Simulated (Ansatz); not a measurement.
# P: energy change per atom and pressure as volume scale varies

Results calculated with Ansatz 0.2.0, not measured. Plane-wave DFT, scalar-relativistic PAW made under PBE with cores redone for the functional, no dispersion; the given relaxed cell is scaled uniformly, energy at zero smearing counts from the unscaled cell, pressure at the given Fermi-Dirac smearing is positive in compression.

The cell before it is scaled or strained (space group Cmce, No. 64):
```
CELL_PARAMETERS angstrom
1.68340 -8.68910 0.00000
1.68340 8.68910 0.00000
0.00000 0.00000 4.86070
ATOMIC_POSITIONS crystal
P 0.06071 0.93929 0.90437
P 0.56071 0.43929 0.59563
P 0.93929 0.06071 0.09563
P 0.43929 0.56071 0.40437
```

Settings of every row: spin polarised no; functional BLYP; wave cutoff 420 eV; smearing width 0.05 eV; k mesh 9x9x6.

Atom starting moment: 0 on all atoms.

Limits: a layered crystal: even scaling strains the bonds within the layers, so this curve is stiffer than the crystal under pressure; bonds stretch with the cell, so the curve is stiffer than the relaxed crystal; no dispersion: the cell expands far past the measured one.

```
row  volume scale  V (Å³/atom)  energy change per atom (meV)  pressure (GPa)
  1          0.88       31.283                          71.1            6.03
  2          0.92       32.705                             ?               ?
  3          0.96       34.127                          6.58            1.57
  4          1.04       36.971                          6.13           -1.31
  5          1.08       38.393                         22.51           -2.34
  6          1.12       39.815                         47.16           -3.18
```

Question: what energy change per atom and pressure should row 2 give?

Worked fit of energy change per atom. Take u = (V_r/V)^(2/3) − 1 with V_r = 36.971 Å³ an atom, which is twice the finite (Eulerian) strain; such expansions in the strain, on which the Birch-Murnaghan equation of state is built, carry the rest volume and the bulk modulus. The shown rows have u = 0.11781, 0.05481, 0, -0.02485, -0.04821. Least squares give energy change per atom = 5.925 − 449.286 × u + 8503.62 × u² meV; a straight line predicts inner rows, each left out in turn, worse (root mean square 28 against 0.44 meV). The rows lie off it by 0.08, -0.27, 0.21, 0.17, -0.19 (root mean square 0.19 meV). The withheld row has u = 0.08517, so the fit gives 5.925 − 449.286 × (0.08517) + 8503.62 × (0.08517)² = 29.34 meV.

The calculation gave 28.98 meV. The fit lies 0.36 meV (1.2 % of the value, 0.55 % of the column's range) above it; its largest miss of a shown row is 0.27 meV.

Worked fit of pressure. Take u = (V_r/V)^(2/3) − 1 with V_r = 36.971 Å³ an atom, which is twice the finite (Eulerian) strain; such expansions in the strain, on which the Birch-Murnaghan equation of state is built, carry the rest volume and the bulk modulus. The shown rows have u = 0.11781, 0.05481, 0, -0.02485, -0.04821. Least squares give pressure = −1.324 + 45.188 × u + 145.82 × u² GPa; a straight line predicts inner rows, each left out in turn, worse (root mean square 0.49 against 0.035 GPa). The rows lie off it by 0.01, -0.02, 0.01, 0.02, -0.02. The pressure vanishes at u = 0.0270, or V = 35.52 Å³ an atom, and there the bulk modulus at fixed shape and fractions is B = −V dP/dV = (2/3)(1 + u) dP/du = 36.3 GPa. Letting shape and atoms relax would as a rule lower it, by much in layered, chain or molecular crystals. The withheld row has u = 0.08517, so the fit gives −1.324 + 45.188 × (0.08517) + 145.82 × (0.08517)² = 3.58 GPa.

The calculation gave 3.55 GPa. The fit lies 0.03 GPa (0.33 % of the column's range) above it; its largest miss of a shown row is 0.02 GPa.
